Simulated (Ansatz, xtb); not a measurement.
**Two isomers of C4H7B**

We compare X, `B[C@@H](C)C#C`, a singlet, with Y, `BCC#CC`, a singlet. Both are isolated molecules in the gas phase, relaxed with B3LYP/def2-SVP; the shapes shown needn't be the lowest conformers.

X (Å):

```yaml
atoms:
  - { symbol: C, position_ang: [-0.4380, -0.2900, -0.7801] }
  - { symbol: C, position_ang: [0.6462, -1.2749, -0.3208] }
  - { symbol: C, position_ang: [-1.7878, -0.6100, -0.3082] }
  - { symbol: C, position_ang: [-2.8943, -0.7173, 0.1879] }
  - { symbol: B, position_ang: [-0.5598, 1.1079, -0.0487] }
  - { symbol: H, position_ang: [-0.2002, 1.2058, 1.0983] }
  - { symbol: H, position_ang: [-1.0512, 2.0478, -0.6201] }
  - { symbol: H, position_ang: [-0.4583, -0.1989, -1.8789] }
  - { symbol: H, position_ang: [1.6373, -0.9218, -0.6460] }
  - { symbol: H, position_ang: [0.6618, -1.3618, 0.7762] }
  - { symbol: H, position_ang: [0.4879, -2.2803, -0.7423] }
  - { symbol: H, position_ang: [-3.8772, -0.8461, 0.6011] }
```

Y (Å):

```xyz
12

C    -1.3121   -1.2288    0.8739
C    -0.5021   -0.2936    0.0984
C     0.1684    0.4723   -0.5615
C     0.9755    1.3963   -1.3539
B    -2.4463   -2.0325    0.1470
H    -3.0197   -2.8970    0.7667
H    -2.7889   -1.7889   -0.9828
H    -0.6776   -1.9351    1.4455
H    -1.8648   -0.6930    1.6807
H     0.5983    1.4793   -2.3870
H     0.9731    2.4092   -0.9174
H     2.0257    1.0641   -1.4105
```

Quicker runs give these differences E(Y) − E(X): GFN2-xTB −7.7 kcal/mol; HF/STO-3G −10.3 kcal/mol (at GFN2-xTB geometries); r2SCAN-D4/def2-SVP −5.6 kcal/mol (at GFN2-xTB geometries).

Estimate E(Y) − E(X) at the level CCSD(T)/def2-SVP + ΔMP2/def2-TZVPP.

Calculated at CCSD(T)/def2-SVP + ΔMP2/def2-TZVPP: E(Y) − E(X) = −3.5 kcal/mol, so structure Y lies lower.

How the difference moves with the method:

| level | geometry | E(Y) − E(X) (kcal/mol) | departure from the last row (kcal/mol) | job, with rough time for the two |
| --- | --- | --- | --- | --- |
| GFN2-xTB | GFN2-xTB | −7.7 | −4.2 | optimisation, 0.57 s |
| HF/STO-3G | GFN2-xTB | −10.3 | −6.8 | single point, 0.76 s |
| r2SCAN-D4/def2-SVP | GFN2-xTB | −5.6 | −2.2 | single point, 6.2 s |
| B3LYP/def2-SVP | B3LYP/def2-SVP | −6.9 | −3.5 | optimisation, 2.4 min |
| HF/def2-SVP | B3LYP/def2-SVP | −9.5 | −6.1 | part of the CCSD(T) run |
| MP2/def2-SVP | B3LYP/def2-SVP | −3.6 | −0.1 | part of the CCSD(T) run |
| CCSD(T)/def2-SVP | B3LYP/def2-SVP | −4.1 | −0.6 | single point |
| CCSD(T)/def2-SVP + ΔMP2/def2-TZVPP | B3LYP/def2-SVP | −3.5 |  | single point, 60 s |

As drawn, both hold the same kinds of bond in the same numbers.

The levels shown agree on the order. The largest departure from CCSD(T)/def2-SVP + ΔMP2/def2-TZVPP is that of HF/STO-3G, 6.8 kcal/mol. The last row adds to CCSD(T) the change of the MP2 difference between the two basis sets, here +0.6 kcal/mol.

With harmonic frequencies from B3LYP/def2-SVP (ideal gas, rigid rotor, one conformer each, 298.15 K, 1 atm): on the last row, ΔE + ΔZPE = −4.3 kcal/mol. A mode under 50 cm⁻¹ makes harmonic enthalpies and free energies unreliable, so none is given.

The correlated steps freeze 5 core orbitals. Codes used: Ansatz 0.2.0, xtb 6.7.1; the last row on 2 threads of AMD EPYC (Zen 3) on a shared host.

Y's lower energy fits the usual preference for an internal over a terminal alkyne: its triple bond carries carbon substituents at both ends, which stabilise the π system by hyperconjugation and replace an sp C–H bond.

The two structures also differ in how boron meets the alkyne. In X the empty boron p orbital lies along the bond to the alkynyl carbon, and the B–C–C angle is pinched so that boron leans towards the triple bond, a sign of donation from the π system and the C–C bond into that orbital. In Y the corresponding bond lies nearly in the BH2 plane, leaving mainly C–H hyperconjugation. This contact probably offsets part of Y's advantage, and its compact, delocalised character may be why correlation favours X, shrinking the gap from −9.5 kcal/mol with HF to −4.1 kcal/mol with CCSD(T) in the same basis and geometries.

The difference therefore mixes alkyne substitution with boron's orientation, and isn't a clean measure of the internal alkyne's advantage.
